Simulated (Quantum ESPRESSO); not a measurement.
# Convergence of ε∞ with the Γ-centred k mesh in zinc-blende BAs, LDA linear response

Boron and arsenic differ little in electronegativity, so BAs is held together by nearly non-polar tetrahedral bonds, and its valence electrons polarise easily. That electronic polarisability is what ε∞ measures. It sets the refractive index below the gap and the screening of charged defects, both of which matter for a semiconductor considered for carrying heat out of devices. My question is whether the k-mesh error of ε∞ falls exponentially with the mesh length, and which mesh brings it within 1 %. The crystal is the same in every row and only the mesh changes. I count the error from the LDA value on the 16×16×16 mesh, 9.605, so this is a test of numerical convergence and not of agreement with experiment.

## Computational details

One crystal, BAs (zinc-blende) (known phase), relaxed once; then the Γ-centred k mesh alone was changed at fixed cell. Program: Quantum ESPRESSO 7.5, plane waves, LDA, PseudoDojo norm-conserving potentials, scalar-relativistic, no spin-orbit coupling, no spin; linear response at the zone centre. Plane-wave runs: cutoff 1197 eV; k meshes with a least product of divisions and cell-vector length from 13 to 47 Å; fixed occupations. Times are rough, from shared Arm server processors.

Notes on method and selection:

- In a crystal with a gap, sums over a regular mesh converge exponentially, more slowly the smaller the direct gap.
- The densest mesh need not be converged, which bends the last points down.
- Runs that did not converge, have known faults or may not be shown are not listed, and runs on Ansatz's PAW sets soft_1 and soft_2 are kept to separate tables.

Columns:

- k-mesh length (Å): k-mesh length, the least over the axes of divisions times cell-vector length.
- excess of ε∞: ε∞ minus its value 9.605 on the densest mesh run (16×16×16).
- ε∞: electronic dielectric constant ε∞, a third of the trace.
- highest mode (cm⁻¹): highest zone-centre mode, no sum rule, no LO-TO term.
- cost (core-s): processor time, shared machines, rough.

## Table of results

| member | k-mesh length (Å) | excess of ε∞ | ε∞ | highest mode (cm⁻¹) | cost (core-s) |
| --- | --- | --- | --- | --- | --- |
| k 4×4×4 | 13.4 | 5.159 | 14.764 | 715.0 | 120 |
| k 6×6×6 | 20.1 | 1.418 | 11.023 | 702.7 | 220 |
| k 8×8×8 | 26.8 | ? | ? | ? | 430 |
| k 10×10×10 | 33.5 | 0.1100 | 9.715 | 700.6 | 640 |
| k 12×12×12 | 40.2 | 0.02900 | 9.634 | 700.6 | 950 |
| k 14×14×14 | 46.8 | 0.00600 | 9.611 | 700.6 | 1400 |

Cells marked ? are withheld until the estimate has been made.

## What drives the series

The excess is positive in every row shown and falls from 5.159 at 4×4×4 to 0.00600 at 14×14×14. The fall is close to exponential. From 4×4×4 to 6×6×6 the logarithmic slope is ln(5.159 / 1.418) / 6.7 = 0.193 per Å, and from 6×6×6 to 10×10×10 it is ln(1.418 / 0.1100) / 13.4 = 0.191 per Å. Each further 6.7 Å therefore divides the error by about 3.6.

This is what theory gives for a crystal with a gap. The response is a smooth periodic function of k, its Fourier coefficients decay exponentially with distance, and a regular mesh errs only through those at its own length or beyond. A smaller direct gap makes the function sharper and the decay slower. The positive sign may come from Γ, which a coarse centred mesh weights too heavily, if the response there is above the zone average.

The last step looks steeper, with a ratio of 0.02900 / 0.00600 = 4.8. I put this down to the reference. If the error still shrinks by 3.6 per step, the 16×16×16 value lies 0.00600 / (3.6 − 1) = 0.0023 above the limit, and the corrected ratio is (0.02900 + 0.0023) / (0.00600 + 0.0023) = 3.8.

For 1 % the excess must be below 0.01 × 9.605 = 0.096. The 10×10×10 mesh just misses, at 0.1100 / 9.605 = 1.1 %, and 12×12×12 is the first listed mesh to pass, at 0.3 %. The highest mode settles sooner: at 6×6×6 it is only 2.1 cm⁻¹ above its final 700.6 cm⁻¹, while ε∞ is still 15 % too high. A converged phonon frequency is thus no sign of a converged ε∞.

## Estimating the withheld member

Plain estimates from the members shown:

- k 8×8×8, straight-line interpolation between k 6×6×6 and k 10×10×10: w = (26.8 − 20.1) / (33.5 − 20.1) = 0.500, so 1.418 + 0.500 × (0.1100 − 1.418) = 0.7640

For 8×8×8 I do not trust the straight-line value of 0.7640, because a chord drawn across an exponential decay lies above it. I interpolate the logarithm of the excess instead. The mesh lies midway in length between 6×6×6 and 10×10×10, so the estimate is the geometric mean, √(1.418 × 0.1100) = 0.395.

The same route can be tried on two shown members. For 6×6×6, one third of the way from 4×4×4 to 10×10×10, it gives 5.159^(2/3) × 0.1100^(1/3) = 1.43 against 1.418, a miss of 1 %. A straight line between the same two rows would give 5.159 + (0.1100 − 5.159) / 3 = 3.48. For 10×10×10, two thirds of the way from 6×6×6 to 12×12×12, it gives 1.418^(1/3) × 0.02900^(2/3) = 0.106 against 0.1100, a miss of 4 %.

The unconverged reference hardly matters here. Adding 0.0023 to both neighbours and taking it off the result gives √((1.418 + 0.0023) × (0.1100 + 0.0023)) − 0.0023 = 0.397, so I apply no shift. I take the larger of the two misses as the error bar, 0.04 × 0.395 = 0.016, rounded to 0.015. An excess of this size would be about 4 % of ε∞, well outside the 1 % target.

**Committed estimate, k 8×8×8: excess of ε∞ = 0.395 ± 0.015.**

## How the estimate fared

| member | k-mesh length (Å) | excess of ε∞ | ε∞ | highest mode (cm⁻¹) | cost (core-s) |
| --- | --- | --- | --- | --- | --- |
| k 8×8×8 | 26.8 | 0.3980 | 10.003 | 700.9 | 430 |

| member | estimate | excess of ε∞ | computed | estimate − computed | miss in error bars |
| --- | --- | --- | --- | --- | --- |
| k 8×8×8 | committed | 0.3950 | 0.3980 | −0.00300 | 0.2 |
| k 8×8×8 | interpolation | 0.7640 | 0.3980 | +0.3660 |  |

The estimate of 0.395 lies 0.003 below the computed 0.3980, or 0.2 error bars. The straight line was too high by 0.3660, as expected of a chord across an exponential decay. Interpolating the logarithm held: the two steps that meet at 8×8×8 divide the excess by 1.418 / 0.3980 = 3.56 and 0.3980 / 0.1100 = 3.62, close to the 5.159 / 1.418 = 3.64 of the first step.

The Born effective charges from the same runs point to where the error arises. Their sum over the atoms must vanish, because moving the whole neutral crystal rigidly creates no net current. On a finite mesh the sum misses zero, and the miss shrinks alongside the error of ε∞. Both quantities rest on the electrons' response to an electric field, which involves derivatives with respect to k, and a coarse mesh sums these badly. This supports a common sampling error. It does not test my suggestion that the excess is positive because Γ is weighted too heavily.

## Exceptions

Only 14×14×14 leaves the line noticeably. Dividing the 12×12×12 excess by 3.6 gives 0.02900 / 3.6 = 0.0081, and the table has 0.00600, which is lower by 0.0021. A reference lying 0.0023 above the limit would account for 0.0023 × (1 − 1 / 3.6) = 0.0017 of this, so the likeliest cause is the choice of zero, with rounding in the last digit able to supply the rest. The same offset explains the slightly steep step from 10×10×10 to 12×12×12, where the ratio is 0.1100 / 0.02900 = 3.79. The 4×4×4 mesh has by far the largest error, with ε∞ 54 % too high, yet it lies on the same exponential as its neighbours.

## Computational cost

From 6×6×6 to 12×12×12 the processor time rises from 220 to 950 core-s, a factor of 4.3, while the excess falls by a factor of 1.418 / 0.02900 = 49. Time grows roughly as a power of the mesh length and the error falls exponentially, so a denser mesh is a good bargain until the target is met. For 1 % that point is 12×12×12. Going on to 14×14×14 takes about 1400 core-s and lowers ε∞ by only 0.023, or 0.2 %.

## Conclusions

The error of ε∞ in BAs falls exponentially from 13.4 to 40.2 Å, by about 3.6 per 6.7 Å, and a mesh inside that range can be estimated to a few per cent of its excess. Of the meshes run, 12×12×12 is the coarsest within 1 %.

The regular decay also lets three equally spaced meshes predict the 16×16×16 value, if each further step in ε∞ shrinks by the same ratio as the last. With 6×6×6, 8×8×8 and 10×10×10 the steps are 11.023 − 10.003 = 1.020 and 10.003 − 9.715 = 0.288, a ratio of 0.288 / 1.020 = 0.282. Three more steps lead to 9.715 − 0.288 × (0.282 + 0.282² + 0.282³) = 9.604, within 0.001 of the computed 9.605. The three coarsest meshes, whose first step is 14.764 − 11.023 = 3.741, have a ratio of 1.020 / 3.741 = 0.273, and four more steps lead to 10.003 − 1.020 × (0.273 + 0.273² + 0.273³ + 0.273⁴) = 9.622, already within 0.2 %.

A crystal with a smaller direct gap should need a longer mesh. Convergence with the mesh is also not accuracy: LDA usually makes ε∞ of semiconductors too large, and no denser mesh removes that error.
